## Factorisation of the propagator for quadratic Lagrangians

### Premises and statement

A particle moves on the whole real line with the Lagrangian

$$L=\tfrac12 m\dot x^2+\beta x\dot x-\tfrac12 kx^2+\gamma\dot x+\eta x+g, \tag{1}$$

where the six coefficients are smooth real functions of $t$ and $m(t)>0$. The canonical momentum is $p=m\dot x+\beta x+\gamma$, and the Hamiltonian operator is taken in the symmetric ordering

$$\hat H=\frac{(\hat p-\beta\hat x-\gamma)^2}{2m}+\tfrac12k\hat x^2-\eta\hat x-g .$$

The propagator is $K(x_b,t_b;x_a,t_a)=\langle x_b|\hat U(t_b,t_a)|x_a\rangle$ with $T=t_b-t_a>0$, and $\sqrt{1/i}$ always means $e^{-i\pi/4}$. Let $S_{cl}$ be the action of the classical path from $(x_a,t_a)$ to $(x_b,t_b)$. Whenever that path is unique,

$$K=F(t_b,t_a)\,e^{iS_{cl}/\hbar},\qquad F=e^{-i\pi/4-i\nu\pi/2}\sqrt{\frac{1}{2\pi\hbar}\left|\frac{\partial^2S_{cl}}{\partial x_a\partial x_b}\right|} \tag{2}$$

exactly. The integer $\nu$ counts the caustics passed. Before the first one $\nu=0$, the mixed derivative is negative, and $F=\sqrt{(i/2\pi\hbar)\,\partial^2S_{cl}/\partial x_a\partial x_b}$, the form associated with Van Vleck (1928).

### Step 1: removal of the terms linear in the velocity

With $\Lambda(x,t)=\tfrac12\beta x^2+\gamma x$ one has $\beta x\dot x+\gamma\dot x=d\Lambda/dt-\tfrac12\dot\beta x^2-\dot\gamma x$, so that

$$L=\tfrac12m\dot x^2-V+\frac{d\Lambda}{dt},\qquad V=\tfrac12\kappa x^2-fx-g,\quad \kappa=k+\dot\beta,\quad f=\eta-\dot\gamma .$$

The quantum counterpart is the substitution $\psi=e^{i\Lambda/\hbar}\varphi$. Since $(\hat p-\partial_x\Lambda)e^{i\Lambda/\hbar}\varphi=e^{i\Lambda/\hbar}\hat p\,\varphi$ and the time derivative of the phase adds $\partial_t\Lambda$ to the potential, $\varphi$ evolves under $\hat p^2/2m+V$. Hence $K$ acquires the factor $e^{i[\Lambda(x_b,t_b)-\Lambda(x_a,t_a)]/\hbar}$, and $S_{cl}$ acquires the same boundary term. That term is a sum of a function of $x_a$ and a function of $x_b$, so it drops out of the mixed derivative. It is therefore enough to prove (2) for $L=\tfrac12m\dot x^2-V$.

### Step 2: the sliced path integral

Divide $T$ into $N$ slices of length $\epsilon=T/N$, with $t_j=t_a+j\epsilon$, $x_0=x_a$, $x_N=x_b$. Let $m_j$ be the mass at the middle of slice $j$, and $\kappa_j,f_j,g_j$ the values at $t_j$. On each slice $\hat U$ is replaced by $e^{-i\epsilon V(\hat x,t_j)/\hbar}e^{-i\epsilon\hat p^2/2m_j\hbar}$, which differs from it at order $\epsilon^2$. The free kernel is $\sqrt{m_j/2\pi i\hbar\epsilon}\,\exp[im_j(x_j-x_{j-1})^2/2\hbar\epsilon]$, and inserting $N-1$ complete sets of position states gives

$$K_N=\prod_{j=1}^N\sqrt{\frac{m_j}{2\pi i\hbar\epsilon}}\int dx_1\cdots dx_{N-1}\,e^{iS_N/\hbar},\qquad S_N=\sum_{j=1}^N\left[\frac{m_j(x_j-x_{j-1})^2}{2\epsilon}-\epsilon V(x_j,t_j)\right]. \tag{3}$$

The path integral is defined as $\lim_{N\to\infty}K_N$. That this limit is the propagator is confirmed independently in Step 7.

### Step 3: the shift to the stationary path

$S_N$ is a polynomial of second degree in $\mathbf x=(x_1,\dots,x_{N-1})$. Its matrix of second derivatives is $M/\epsilon$, where $M$ is real, symmetric and tridiagonal:

$$M_{jj}=m_j+m_{j+1}-\epsilon^2\kappa_j,\qquad M_{j,j+1}=M_{j+1,j}=-m_{j+1}.$$

The conditions $\partial S_N/\partial x_j=0$ are the linear system

$$M\bar{\mathbf x}=m_1x_a\mathbf e_1+m_Nx_b\mathbf e_{N-1}-\epsilon^2\mathbf f, \tag{4}$$

with unit vectors $\mathbf e_j$ and $\mathbf f=(f_1,\dots,f_{N-1})$. It has one solution if $\det M\neq0$. Put $\mathbf x=\bar{\mathbf x}+\mathbf y$. The Taylor series of a quadratic polynomial ends at second order and the first-order term vanishes by (4), so

$$S_N=\bar S_N+\frac{1}{2\epsilon}\mathbf y^{\mathsf T}M\mathbf y,\qquad \bar S_N=S_N(\bar{\mathbf x}).$$

The shift has unit Jacobian, and because each $x_j$ runs over the whole line, so does each $y_j$. Therefore

$$K_N=F_N\,e^{i\bar S_N/\hbar},\qquad F_N=\prod_{j=1}^N\sqrt{\frac{m_j}{2\pi i\hbar\epsilon}}\int d^{N-1}y\;e^{i\mathbf y^{\mathsf T}M\mathbf y/2\hbar\epsilon}.$$

The matrix $M$ contains neither the end points nor $f$ and $g$. This is the factorisation, exact at every $N$: the prefactor depends only on the two times and on the functions $m$ and $\kappa$.

### Step 4: the Gaussian integral

An orthogonal transformation, again of unit Jacobian, diagonalises $M$ with real eigenvalues $\lambda_j\ne0$. Each direction gives a Fresnel integral,

$$\int_{-\infty}^{\infty}dy\,e^{i\lambda y^2/2\hbar\epsilon}=\sqrt{\frac{2\pi\hbar\epsilon}{|\lambda|}}\;e^{i(\pi/4)\,\mathrm{sgn}\lambda},$$

which follows from rotating the contour by $\pm\pi/4$ onto the direction where the integrand is a real Gaussian. If $\nu$ of the $N-1$ eigenvalues are negative, these phases multiply to $e^{i\pi(N-1-2\nu)/4}$. The normalisation in (3) contributes $e^{-i\pi N/4}$ and one more factor $(2\pi\hbar\epsilon)^{-1/2}$ than the integrals cancel. Thus

$$F_N=e^{-i\pi/4-i\nu\pi/2}\sqrt{\frac{m_1m_2\cdots m_N}{2\pi\hbar\,\epsilon\,|\det M|}} . \tag{5}$$

### Step 5: the determinant as a derivative of the action

Because $\bar{\mathbf x}$ is stationary, the derivative of $\bar S_N$ with respect to $x_b$ comes only from the explicit dependence on $x_N$:

$$\frac{\partial\bar S_N}{\partial x_b}=\frac{m_N(x_b-\bar x_{N-1})}{\epsilon}-\epsilon\,\partial_xV(x_b,t_b).$$

Here $x_a$ enters only through $\bar x_{N-1}$, and (4) gives $\partial\bar x_{N-1}/\partial x_a=m_1(M^{-1})_{N-1,1}$. This element of the inverse is the cofactor $C_{1,N-1}$ divided by $\det M$. Deleting the first row and last column of $M$ leaves a triangular matrix whose diagonal is $-m_2,\dots,-m_{N-1}$. Its determinant carries the sign $(-1)^{N-2}$ and the cofactor rule supplies $(-1)^{N}$, so $C_{1,N-1}=m_2\cdots m_{N-1}$ and

$$\frac{\partial^2\bar S_N}{\partial x_a\partial x_b}=-\frac{m_1m_2\cdots m_N}{\epsilon\det M}. \tag{6}$$

Equations (5) and (6) show that (2) already holds for the sliced integral, with $\bar S_N$ in place of $S_{cl}$. What remains is the limit and the meaning of $\nu$.

### Step 6: continuum limit and the index $\nu$

Let $D_n$ be the determinant of the leading $n\times n$ block of $M$, with $D_0=1$, $D_{-1}=0$. Expansion along the last row gives $D_n=(m_n+m_{n+1}-\epsilon^2\kappa_n)D_{n-1}-m_n^2D_{n-2}$. Define $u_{n+1}=\epsilon D_n/(m_1\cdots m_{n+1})$ and $u_0=0$. Multiplying the recurrence by $\epsilon/(m_1\cdots m_n)$ and rearranging,

$$m_{n+1}(u_{n+1}-u_n)-m_n(u_n-u_{n-1})=-\epsilon^2\kappa_nu_n,\qquad u_0=0,\quad u_1=\epsilon/m_1 .$$

This is a consistent difference scheme for a linear initial-value problem with smooth coefficients, so $u_n$ converges to the solution of

$$\frac{d}{dt}(m\dot u)+\kappa u=0,\qquad u(t_a)=0,\quad m(t_a)\dot u(t_a)=1, \tag{7}$$

the construction of Gelfand and Yaglom (1960). Since $\det M=D_{N-1}$, the right side of (6) is $-1/u_N$, and with $u_b=u(t_b)$

$$F=\frac{e^{-i\pi/4-i\nu\pi/2}}{\sqrt{2\pi\hbar|u_b|}} . \tag{8}$$

The system (4) is the same scheme for the equation of motion $d(m\dot x)/dt+\kappa x=f$. Its solution is a linear combination of initial-value solutions with coefficients that have $u_N$ in the denominator, so $\bar S_N\to S_{cl}$ whenever $u_b\neq0$.

The classical action can be written out. Let $v$ solve the differential equation of (7) with $v(t_a)=1$, $\dot v(t_a)=0$. The Wronskian $m(v\dot u-\dot vu)$ has zero time derivative and equals 1 at $t_a$. The homogeneous path is $x_h=x_av+p_au$ with $p_a=(x_b-x_av_b)/u_b$, and integration by parts gives its action as $\tfrac12[m x_h\dot x_h]_{t_a}^{t_b}$. The full path is $x_h+w$, where $w$ obeys the driven equation and vanishes at both ends. The cross term between $x_h$ and $w$ in the quadratic action vanishes on integration by parts, and the quadratic action of $w$ is $-\tfrac12\int fw\,dt$. Using the Wronskian to collect the $x_ax_b$ terms,

$$S_{cl}=\frac{m_b\dot u_b\,x_b^2-2x_ax_b+v_b\,x_a^2}{2u_b}+\int_{t_a}^{t_b}\!\left(fx_h+\tfrac12fw+g\right)dt. \tag{9}$$

The integral is at most linear in the end points, so $\partial^2S_{cl}/\partial x_a\partial x_b=-1/u_b$, in accord with (6), and (8) becomes (2).

The function $u(t)=\partial x(t)/\partial p_a$ measures how paths leaving $x_a$ with different momenta separate. A zero of $u$ is a caustic: all these paths meet at one point. To relate $\nu$ to such zeros, factorise $M=\mathcal L\Delta\mathcal L^{\mathsf T}$ with $\mathcal L$ unit lower triangular and $\Delta$ diagonal. The pivots are $D_n/D_{n-1}$, and by Sylvester's law of inertia the number of negative pivots equals the number of negative eigenvalues. So $\nu$ is the number of sign changes in $D_0,\dots,D_{N-1}$, which is the number of sign changes in $u_1,\dots,u_N$ because all $m_j>0$. Zeros of $u(t)$ are simple, since $u=\dot u=0$ at one time would force $u\equiv0$. For large $N$, therefore, $\nu$ is the number of zeros of $u$ in the open interval $(t_a,t_b)$. It is the Morse index of the path, and $e^{-i\nu\pi/2}$ is the Maslov phase. Just after $t_a$ the function $u$ is positive, so before the first caustic $\nu=0$ and $F=(2\pi i\hbar u_b)^{-1/2}$.

### Step 7: verification with the Schrödinger equation

Insert $K=F(t_b)e^{iS_{cl}/\hbar}$ into $i\hbar\,\partial_{t_b}K=[-(\hbar^2/2m_b)\partial_{x_b}^2+V]K$ and divide by $K$:

$$i\hbar\frac{\dot F}{F}-\partial_{t_b}S_{cl}=\frac{(\partial_{x_b}S_{cl})^2}{2m_b}+V-\frac{i\hbar}{2m_b}\partial_{x_b}^2S_{cl}.$$

No term of order $\hbar^2$ appears, because $F$ has no dependence on $x_b$. The terms free of $\hbar$ cancel by the Hamilton–Jacobi equation. The rest demands $\dot F/F=-\partial^2_{x_b}S_{cl}/2m_b$, which by (9) equals $-\dot u_b/2u_b$, and this is satisfied by $F\propto|u_b|^{-1/2}$. As $T\to0$, $v_b$ and $m_b\dot u_b$ equal $1+O(T^2)$ while $u_b=O(T)$, so $S_{cl}=(x_b-x_a)^2/2u_b+O(T)$ and $K$ tends to a free kernel, whose limit is $\delta(x_b-x_a)$. Equation and initial condition fix the propagator up to the first caustic without appeal to the slicing.

### The oscillator and its caustics

For constant $m$, $\kappa=m\omega^2$ and $f=g=0$ one has $u_b=\sin\omega T/m\omega$ and $v_b=m\dot u_b=\cos\omega T$. With the length $\ell=\sqrt{\hbar/m\omega}$,

$$K=\frac{e^{-i\pi/4-i\nu\pi/2}}{\ell\sqrt{2\pi|\sin\omega T|}}\exp\left\{\frac{i\left[(x_a^2+x_b^2)\cos\omega T-2x_ax_b\right]}{2\ell^2\sin\omega T}\right\}, \tag{10}$$

where $\nu$ is the integer part of $\omega T/\pi$. The eigenvalues of $M/m$ are $4\sin^2(j\pi/2N)-(\omega T/N)^2$, negative for large $N$ when $j\pi<\omega T$, which reproduces this count.

At $\omega T=\pi\mp\delta$ with small $\delta>0$ the exponent is $\mp i(x_a+x_b)^2/2\ell^2\delta$ up to terms of order $\delta$, and it concentrates at $x_b=-x_a$ with the Fresnel phase $e^{\mp i\pi/4}$. Before the caustic the total phase is $-\pi/4-\pi/4$, and after it $-3\pi/4+\pi/4$. Both limits give $K=-i\,\delta(x_a+x_b)$. The spectrum gives the same operator, since $e^{-i(n+1/2)\pi}=-i(-1)^n$ is $-i$ times the parity of level $n$. The phase $e^{-i\nu\pi/2}$ is what keeps the evolution continuous across the caustic.

### Range of validity

1. **Degree.** Equation (2) is exact for (1) with any smooth time dependence and either sign of $\kappa$. If $\kappa\le0$ throughout, $m\dot u$ never decreases and there is no caustic. A cubic or higher term makes the fluctuation integral depend on the classical path, and (2) is then only the leading order in $\hbar$, with a prefactor that depends on the end points.
2. **Domain.** Step 3 needs the whole line. A hard wall or a periodic coordinate spoils the shift, and $K$ is then not a single term of the form (2).
3. **Caustics.** At $u_b=0$ the classical path either does not exist or is not unique, and $K$ is a delta function. Past it, the modulus and the Maslov phase in (2) are required, since the bare square root leaves the branch undetermined.
4. **Ordering.** The symmetric ordering corresponds to the midpoint rule $\beta_j\tfrac12(x_j+x_{j-1})(x_j-x_{j-1})=\tfrac12\beta_j(x_j^2-x_{j-1}^2)$. The prepoint rule $\beta_jx_{j-1}(x_j-x_{j-1})$ is smaller by $\tfrac12\beta_j(x_j-x_{j-1})^2$. This replaces $m_j$ by $m_j-\epsilon\beta_j$ in the exponent of (3) but not in the normalisation, and multiplies $F$ by $\prod_j[m_j/(m_j-\epsilon\beta_j)]^{1/2}\to\exp(\tfrac12\int\beta\,dt/m)$. The factorisation survives, while unitarity and the formula for $F$ do not.
5. **Several coordinates.** For independent normal coordinates the propagator is a product of factors (2), so in $D$ dimensions before the first caustic $F=(2\pi i\hbar)^{-D/2}[\det(-\partial^2S_{cl}/\partial x_a^\mu\partial x_b^\sigma)]^{1/2}$.
6. **Closed system.** A classical uniform force, even a random one, enters through $f(t)$ and leaves $F$ unchanged in each realisation. Averaging over realisations, or tracing out an environment, calls for a propagator of the density matrix.

### Illustration: axial motion of a trapped Ca⁺ ion

Consider one $^{40}$Ca$^+$ ion in a linear Paul trap, modelled along the axis by a static harmonic well. The assumed inputs are $m=39.96$ u and $\omega=2\pi\times1$ MHz, the latter treated as exact, and all numbers below are the model's. In an ideal quadrupole field the radial motion has an oscillating $\kappa(t)$ and is also covered by (2), with (7) then a Mathieu equation.

The inputs give $m=6.636\times10^{-26}$ kg, $m\omega=4.169\times10^{-19}$ kg s$^{-1}$, $\ell^2=252.9$ nm$^2$ and $\ell=15.90$ nm. The ground state has the root-mean-square width $\ell/\sqrt2=11.25$ nm, and the first caustic lies at $T=\pi/\omega=500$ ns. Equation (10) with $x_a=10$ nm and $x_b=30$ nm gives:

| $T$ (ns) | $\omega T/\pi$ | $mu_b$ (ns) | $\nu$ | $\lvert F\rvert$ (µm$^{-1}$) | $\arg F$ | $S_{cl}/\hbar$ |
|---|---|---|---|---|---|---|
| 125 | 0.25 | 112.5 | 0 | 29.83 | $-\pi/4$ | 0.299 |
| 250 | 0.50 | 159.2 | 0 | 25.08 | $-\pi/4$ | −1.186 |
| 450 | 0.90 | 49.2 | 0 | 45.12 | $-\pi/4$ | −9.922 |
| 625 | 1.25 | −112.5 | 1 | 29.83 | $-3\pi/4$ | 3.654 |

Only the last column depends on the end points. At 125 ns, $K=29.83\ \mu\text{m}^{-1}\times e^{-0.486\,i}$. A free ion would have $|F|=\sqrt{m/2\pi\hbar T}=28.30$ µm$^{-1}$, so the focusing by the well raises the modulus by the factor $\sqrt{\omega T/\sin\omega T}=1.054$. The modulus is smallest at the quarter period and grows towards the caustic. The sliced formula converges quickly: $N=4$ at 125 ns has $\epsilon=31.25$ ns and $D_3/m^3=3.623$, so $mu_4=113.2$ ns and $|F_4|=29.74$ µm$^{-1}$, which is 0.3 % below the limit.

The size of the neglected anharmonicity follows from first-order perturbation of the Gaussian integral. Take $\delta V=m\omega^2x^3/2d$ with an assumed length $d=100$ µm, of the order of the ion–electrode distance in a microfabricated trap without mirror symmetry along the axis. Then $\delta\ln K=-(i/\hbar)\int\langle\delta V\rangle dt$, where the average is over the fluctuation $y(t)$ with the Gaussian weight of Step 3. Odd moments vanish and $\langle y^2(t)\rangle=i\hbar G(t)$, where $G$ is the diagonal of the Green function of $-m\,d^2/dt^2-m\omega^2$ that vanishes at both ends. With $t_a=0$,

$$G(t)=\frac{\sin\omega t\,\sin\omega(T-t)}{m\omega\sin\omega T},\qquad \delta\ln K=-\frac{im\omega^2}{2d\hbar}\int_0^Tx_{cl}^3\,dt+\frac{3m\omega^2}{2d}\int_0^Tx_{cl}G\,dt .$$

The second term is real and linear in $x_{cl}$, so it makes the prefactor depend on the end points. For $\omega T<\pi$ the maximum of $m\omega G$ is $\tfrac12\tan(\omega T/2)$, at mid-time. With $x_{\max}$ the largest excursion, the phase shift is bounded by $\omega Tx_{\max}^3/2d\ell^2$ and the relative change of $|K|$ by $(3\omega Tx_{\max}/4d)\tan(\omega T/2)$. At 125 ns the path rises monotonically to $x_{\max}=30$ nm, and the bounds are $4\times10^{-4}$ rad and $7\times10^{-5}$. At 450 ns the path swings out to 128 nm and the bounds grow to 0.12 rad and 0.017, so near the caustic the later digits of the table describe the harmonic model and not a trap with this cubic term. An assumed heating rate of $10^3$ quanta per second adds 0.001 quanta in the 1 µs period, which is negligible here.

Equation (10) depends only on $x/\ell$ and $\omega T$, so it transfers to one in-plane coordinate of an electron in a gate-defined silicon quantum dot with parabolic confinement. A typical transverse effective mass of $0.19\,m_e$ and an assumed $\hbar\omega=2$ meV give $\ell=14$ nm, close to the ion's, but the first caustic comes at 1.0 ps. The expansion parameter $\ell/d$ is $1.6\times10^{-4}$ for the ion and 0.28 for the dot with an assumed gate scale $d=50$ nm, so for the dot (10) is a rough model.